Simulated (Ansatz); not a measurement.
W: the change of energy above lowest point with volume scale

Results calculated with Ansatz 0.2.0, not measured. Free energy against uniform scaling of the volume at fixed shape and fractions; periodic cell, basis, potentials, k mesh and filling as listed.

The cell before it is scaled or strained (space group Fm-3m, No. 225):
```
cell vectors (Å)
   0.0000     2.0300     2.0300
   2.0300     0.0000     2.0300
   2.0300     2.0300     0.0000
atoms (fractions of the cell vectors)
W   0.00000  0.00000  0.00000
```

Settings of every row: functional r2SCAN; dispersion none; potentials PAW; wave cutoff 600 eV; density cutoff 2400 eV; k mesh 12x12x12; k shift 0x0x0; occupations fermi dirac; smearing width 0.1 eV; spin none.

Limits: coarse k mesh, up to 40 meV an atom off; no spin-orbit coupling, which can matter with elements this heavy.

| row | volume scale | V (Å³/atom) | energy above lowest point (meV/atom) |
| --- | --- | --- | --- |
| 1 | 0.9 | 15.058 | 82.3 |
| 2 | 0.925 | 15.476 | 30.9 |
| 3 | 0.95 | 15.894 | 4.5 |
| 4 | 0.975 | 16.313 | 0 |
| 5 | 1 | 16.731 | 14.8 |
| 6 | 1.025 | 17.149 | ? |
| 7 | 1.05 | 17.567 | 93.4 |
| 8 | 1.075 | 17.986 | 153.3 |
| 9 | 1.1 | 18.404 | 224.7 |

Question: what energy above lowest point should row 6 give?

Worked fit of energy above lowest point. Take u = (V_r/V)^(2/3) − 1 with V_r = 16.522 Å³ an atom, which is twice the finite (Eulerian) strain; such expansions in the strain, on which the Birch-Murnaghan equation of state is built, carry the rest volume and the bulk modulus. The shown rows have u = 0.06381, 0.04457, 0.02617, 0.00852, -0.00835, -0.04006, -0.05503, -0.06939. Least squares give energy above lowest point = 5.17 − 885.8 × u + 32828 × u² meV/atom; a straight line predicts inner rows, each left out in turn, worse (root mean square 49 against 0.052 meV/atom). The rows lie off it by 0.0, 0.0, 0.0, 0.0, -0.1, 0.1, 0.0, 0.0. Its lowest point lies at u = 0.0135, or V = 16.19 Å³ an atom, and the curvature there gives the bulk modulus at fixed shape and fractions, B = (4/9)(1 + u)² E″(u)/V = 297 GPa. The withheld row has u = -0.02453, so the fit gives 5.17 − 885.8 × (-0.02453) + 32828 × (-0.02453)² = 46.7 meV/atom.

The calculation gave 46.7 meV/atom. The fit meets it to the printed digit.
